**Problem: one outer electron on the B⁺ core**

A boron atom has its 2p electron lifted into an outer orbital nl above the closed core 1s² 2s². Five such configurations were computed with spin-unpolarised PBE and spherical densities.

Boron atom with one outer electron on the B⁺ core [He] 2s², from all-electron, non-relativistic PBE calculations with Quantum ESPRESSO ld1.x 7.5 and a point nucleus. Densities are spherical and spin-unpolarised, with open shells spread evenly over spin and m. Excitation energies (from [He] 2s² 2p¹) and binding energies are differences of total energies.

```csv
outer orbital,energy above the ground configuration (eV),binding energy (eV),quantum defect,outer eigenvalue (eV),outer mean radius (bohr),−ε / binding energy
6s,7.5875,0.63437,1.369,-0.42000,35.362,0.662
3p,5.7922,2.4297,0.6336,-1.2758,7.8057,0.525
7p,7.8138,0.40799,1.225,-0.27651,55.161,0.678
4d,7.1959,1.0260,0.3584,-0.56484,18.451,0.551
4f,7.3143,0.90750,0.1280,-0.43665,17.501,0.481
```

The binding energy B is the total energy of B⁺ minus that of the excited atom. The energy above the ground configuration and B add up to 8.2219 eV in every row, within the rounding, and this sum is the ionisation energy at this level. The quantum defect δ is defined by B = Ry/(n − δ)² with Ry = 13.606 eV, and n* = n − δ is the effective quantum number. The defect column therefore restates B and is no independent result. The outer eigenvalue ε is the Kohn-Sham energy of the outer orbital and ⟨r⟩ is its mean radius. One hartree is 27.211 eV.

**(a) Why do the defects depend on l, and have the 4d and 4f orbitals collapsed?**

**Solution.** An electron that stays outside the core sees five protons screened by four electrons, a net charge of +1, and is bound as in hydrogen, with δ = 0. Inside the core the screening is incomplete and the attraction stronger. How far the electron gets in is set by the centrifugal term l(l+1)/2r², which vanishes for s and is six times larger for f than for p. In semiclassical terms πδ is the extra phase that the radial wave gathers in the stronger field. An s wave crosses the whole core and must be orthogonal to 1s and 2s, a p wave is turned back near the nucleus, and an f wave turns back well outside the core. The order of the defects in the table, 6s > 7p > 3p > 4d > 4f, agrees with this picture as far as l is concerned.

The core levels of the same calculations measure the penetration more directly. A spherical charge lying wholly outside the core raises all core levels by ⟨1/r⟩ of that charge, and any part lying inside the 2s shell raises the 2s level by less. For 4f, ⟨1/r⟩ is 0.06255 per bohr, or 1.702 eV, and the 2s level rises from −19.505 eV in B⁺ to −17.805 eV, a shift of 1.700 eV. The 4f electron is outside. For 3p, ⟨1/r⟩ is 0.1655 per bohr, or 4.50 eV, but the 2s level rises only to −15.470 eV, by 4.035 eV, a tenth less. Relaxation of the core contributes to such a shortfall, so it signals overlap without measuring it exactly.

Collapse would mean that a d or f orbital drops through the centrifugal barrier into an inner well and shrinks to the size of the core, whose 2s shell has a mean radius of 1.78 bohr. The hydrogen radius is [3n² − l(l+1)]/2, which gives 21 bohr for 4d and 18 bohr for 4f. The table has 18.45 and 17.50 bohr, or 0.88 and 0.97 of these. Both orbitals are somewhat contracted and neither has collapsed: five protons do not make an inner well deep enough for l = 2 or 3.

Penetration makes one more prediction. The weight of a Rydberg orbital in the core region falls as 1/n*³. A small change of defect changes the binding by dB = 2 Ry dδ/n*³, which has the same power, so a short-range attraction gives a defect that is nearly constant along a series of one l. The rows differ in n as well as in l, and p is the series in which this can be checked.

**(b) The 7p defect is 1.93 times the 3p defect, and 4f has δ = 0.128 although part (a) placed it outside the core. What causes both, and how large is the effect?**

**Solution.** The density that enters a Kohn-Sham energy includes the outer electron itself. Its Hartree energy contains the repulsion U of that electron's cloud with itself, and the exchange-correlation energy Exc of the same cloud should cancel U exactly, since one electron does not interact with itself. PBE cancels it only approximately. The settings matter here: without spin polarisation the lone electron is treated as half spin-up and half spin-down, which weakens its exchange and enlarges the correlation energy that PBE gives it with itself, and the average over m spreads a p, d or f cloud over the sphere. The remainder U + Exc is an artefact of this level of theory, and when it is negative it adds to B.

The remainder does not fade along a series as penetration does. The size of the orbital grows as n*², so U falls as 1/n*². The volume grows as n*⁶, the density ρ falls as 1/n*⁶, and the local exchange energy per electron, proportional to ρ^(1/3), falls as 1/n*² too. B follows the same power. The correlation energy falls somewhat more slowly; with that set aside, the remainder would be a fixed fraction of B, and inverting the relation of part (a) gives

dδ = (n*/2) · dB/B.

A fixed fractional error becomes a defect that grows with n*. One per cent of B is worth 0.012 in the defect of 3p and 0.029 in that of 7p.

To put sizes on this, each outer orbital is represented by a Coulomb function r^(l*+1) · exp(−r/ν) · L(2r/ν), with L a generalised Laguerre polynomial of degree k and ν = k + l* + 1. The degree k is the true number of nodes, except for 6s, where the innermost node is left out. The non-integer l* is fixed row by row so that ⟨r⟩ equals the tabulated radius; no energy is fitted. U and the unpolarised PBE Exc are integrated numerically on this cloud. Exc is counted only beyond 3.33 bohr, where the density of B⁺ has fallen to 0.001 electron per bohr³, because further in the outer electron mainly exchanges and correlates with the core; the integral without this cut serves as a test of sensitivity. For 6s the Slater integral of the calculation gives U = F⁰(6s,6s)/2 = 0.344 eV, and the model gives 0.344 eV.

The 4f row is the cleanest and can be worked in full. The model gives U = 0.703 eV, exchange −0.584 eV and correlation −0.165 eV. The remainder is 0.703 − 0.584 − 0.165 = −0.046 eV, or 5 % of B. Removing it to first order, with the orbital frozen, leaves B = 0.9075 − 0.046 = 0.861 eV. Then n* = √(13.606/0.861) = 3.975 and δ is about 0.03 in place of 0.128. Exchange alone would have left 0.119 eV of the self-repulsion uncancelled, so in the model the overbinding comes from the correlation of the electron with itself. With the cut, the magnitude of exchange exceeds U only for 7p.

The energy parts of the calculations themselves support this without the model orbital. The Hartree energy of the 4f atom exceeds that of B⁺ by 9.8916 − 9.6158 = 0.2758 hartree, or 7.505 eV. The repulsion by four core electrons, taken from the 1s and 2s shifts of 1.700 eV each, accounts for 6.800 eV, which leaves U ≈ 0.705 eV. The exchange-correlation energy falls by 0.770 eV on adding the electron. The sum is −0.065 eV, close to the 0.057 eV by which the tabulated B exceeds the hydrogen value of 0.850 eV.

A third estimate drops the core altogether: a hydrogen 4f orbital in −1/r plus its own U + Exc. It uses nothing from the table and gives B = 0.897 eV, 1.1 % below the tabulated value, and δ = 0.106, some four fifths of the excess over hydrogen. It fails on the radius. Minimising the energy with respect to a uniform scaling gives 18.05 bohr against 17.50 bohr. In the full calculation ⟨1/r⟩ keeps the hydrogen value of 1/16 while ⟨r⟩ shrinks, so the cloud narrows, which a scaling cannot imitate. The energy parts point to this change of shape as the source of most of the last 0.01 eV of binding. When an orbital relaxes under a small extra term, the total energy gains about half of what that term gains. The remainder is −0.047 eV on the hydrogen orbital and −0.065 eV in the calculation, and half the difference is 0.009 eV. This is an indication and no proof, since the second figure rests on the core shifts and includes any overlap with the core. There is also a numerical caveat. In tests by the makers of these data on other systems, total energies from this program under gradient functionals came out 0.2 to 0.9 mhartree (0.005 to 0.024 eV) too low. The error was not measured for the present runs. If it is similar here, most of it should cancel in a difference, but what survives could be as large as the 0.01 eV discussed.

For 7p the model has U = 0.220 eV and Exc = −0.277 eV, a remainder of −0.057 eV or 14 % of B. The corrected binding of 0.351 eV gives δ = 0.78 in place of 1.225. A numerical error of 0.01 eV in B, if that much survived in the difference of total energies, would move the tabulated defect by about 0.07, well below this correction. Two things work together: n*/2 is 2.4 times larger than for 3p, and the fractional error is itself larger. The ratio |Exc|/U rises from 1.07 for the nodeless 4f through 1.11 for 4d to 1.19 for 6s and 1.26 for 7p. Theory offers a reason, which these numbers are consistent with but do not isolate. U depends on the charge enclosed within each radius and hardly notices ripples. Exchange goes as the integral of ρ^(4/3), which rewards a density gathered into shells, and the gradient term strengthens it further near the nodes.

The 3p row breaks this sequence and is where the model is weakest. Its orbital, at 7.8 bohr, is the only one with much weight near the cut, and the model's ⟨1/r⟩ is 13 % above that of the calculation. With the cut, |Exc|/U is 0.89, the remainder is positive and the corrected defect rises to 0.72; without the cut it falls to 0.59. Even the sign of the 3p correction is undecided. The conclusion for the series survives either choice: the gap between 7p and 3p, 0.591 in the table, becomes 0.06 with the cut and 0.730 − 0.592 = 0.14 without it. The order in l found in part (a) also survives, with 6s at 1.0 to 1.1. As rough recalled values, the measured defects of boron are about 1 for s and 0.5 to 0.6 for p, so the corrected 7p value still looks high. The real s and d series are also perturbed by terms of 2s2p², which a single spherical configuration lacks.

The 6s row suggests that the cut may understate the artefact. There U from the Slater integral plus the whole change of exchange-correlation energy is 0.344 − 0.481 = −0.137 eV. The model assigns −0.066 eV to the electron's own cloud, and the other −0.071 eV to overlap with the core, whereas the two exchange integrals with 1s and 2s add up to only 0.009 + 0.016 = 0.025 eV. The leftover also contains the slight relaxation of the core; genuine correlation with the core fills some unknown part of the difference, and this comparison holds for 6s alone.

The 4d row is explained only in part. Its defect falls from 0.358 to between 0.20 and 0.23, and the part of its exchange-correlation change that the model cloud leaves over (overlap with the core, but also the error of the model orbital), −0.117 eV, is larger than that of 6s. The inner lobe of 4d reaches the edge of the core. That the PBE potential there pulls it in too strongly is a guess.

Simpler accounts do worse. The Ritz form δ = δ₀ + δ₂/n*², solved exactly for the two p rows and so untested by them, needs δ₂ ≈ −4 beside δ₀ ≈ 1.3, a correction coefficient three times the constant it corrects. A rescaled Rydberg constant, solved the same way, needs a factor of 1.38 for p, while 4f allows 1.07 at most if its δ₀ is not negative, so there is no common factor. A rescaled constant is the fixed-fraction picture taken literally, and its failure shows that one fraction cannot serve all rows; that the fraction grows from 3p to 7p is a result of the model orbitals. Polarisation of the core by the outer electron adds an attraction α/2r⁴ in nature. With a rough recalled polarisability α of 10 bohr³ and hydrogen values of ⟨r⁻⁴⟩ it gives defects of about 0.01 for 4f and 0.08 for 4d, far below the table. This attraction is a correlation between densities that do not overlap, which a semilocal functional such as PBE does not contain in any case. Since the model uses the same functional as the calculation, it locates the source of the anomalies and says nothing on whether the corrected defects are accurate.

**(c) Why is −ε only 0.48 to 0.68 of B, and why is the ratio lowest for 4f?**

**Solution.** Let the outer orbital hold a fraction f of an electron, with its shape frozen. The energy relative to the ion is

E(f) = f·h + f²·U + Exc[f·ρ],

where h collects the kinetic energy and the interaction with nucleus and core, taken as linear in f. The binding energy is B = −E(1). By Janak's theorem the eigenvalue is the slope dE/df at f = 1. If Exc scales near f = 1 as f^p, then

ε = h + 2U + p·Exc and B + ε = U + (p − 1)·Exc.

The term h has dropped out, and with it penetration. Local exchange has p = 4/3, which gives B + ε = U − |Exc|/3. With the self-interaction removed only f·h would be left, which is linear in f, so that −ε = B for the frozen orbital. Here the energy is curved, and the curvature remains even where the energies cancel: if U + Exc were zero, B would be free of self-interaction while B + ε would still be about 2U/3. A remainder of 5 to 14 % in B thus goes with an eigenvalue that lacks a third to a half of B.

For 4f, a numerical derivative of the PBE energy of the model cloud gives p = 1.306. Then B + ε = 0.703 − 0.306 × 0.749 = 0.474 eV, against 0.9075 − 0.4367 = 0.471 eV from the table. The row entered only through its radius. The exponent lies between 1.30 and 1.32 in all five rows, a little below 4/3. Two effects lower it: the gradient enhancement of exchange grows as the density is thinned, and the local correlation energy per electron varies more slowly than ρ^(1/3). The gradient term also cuts correlation down in a thinner density, which offsets part of this. With the computed exponent the model reproduces B + ε to about 1 % of the tabulated gap in four rows and is 5 % low for 4d, whose model orbital has a ⟨1/r⟩ 4 % below that of the calculation. With p = 4/3 the estimate is low in each row, by 3 to 4 % and by 10 % for 4d. The gap is less sensitive to the cut than the remainder of part (b), because Exc enters with a weight of only 0.3. For 3p the cut still matters: dropping it deepens Exc by 0.26 eV and lowers the gap by about 0.08 eV, to some 6 % below the table, so the close agreement of that row is partly fortuitous. Its U of 1.57 eV lies 7 % below the 1.69 eV estimated from the Hartree energy and core shifts, but that estimate is itself too high for a penetrating orbital where it can be checked: for 6s it gives 0.360 eV against 0.344 eV from the Slater integral.

The order of the last column follows from

−ε/B = 1 − (U/B)·[1 − (p − 1)·|Exc|/U].

U/B does most of the work. A thin charged shell of radius R has a self-energy of 1/(2R) hartree, and the model values are close to 0.9 of this with R = ⟨r⟩ in all five rows: for 4f, 27.211/(2 × 17.50) = 0.777 eV against 0.703 eV, and for 7p, 27.211/(2 × 55.16) = 0.247 eV against 0.220 eV. As B = 1/(2n*²) hartree, U/B ≈ 0.9 n*²/⟨r⟩. At a given energy a nearly circular orbit of high l is compact, with ⟨r⟩ little more than n², while an eccentric orbit of low l swings out to a mean radius near 3n*²/2. The compact cloud repels itself more for the same binding. U/B is 0.77 for 4f, about 0.65 for 3p and 4d, and 0.54 for 6s and 7p, where the spurious binding of part (b) has also enlarged the denominator. The bracket acts in the same direction for the many-noded orbitals, whose larger |Exc|/U offsets more of U, and in the model it decides the close pairs, putting 7p above 6s and 4d above 3p. The second pair is not firmly explained: the tabulated ratios differ by 0.026, while the model is 0.021 too high for 4d and its 3p value depends on the cut.

By the same reasoning, an orbital of low l and high n should sit near the top of this range of ratios and carry the most inflated defect, and a nodeless orbital of high l should sit at the bottom with a defect that is mostly artefact; an intermediate p level should fall between 3p and 7p in both columns. Putting −ε in place of B in the Rydberg formula shows what the curvature costs. The resulting defect is negative in four of the five rows, 6s being the exception, and reaches −1.58 for 4f, an orbital that the core-level shifts showed to be moving in the field of a unit charge.
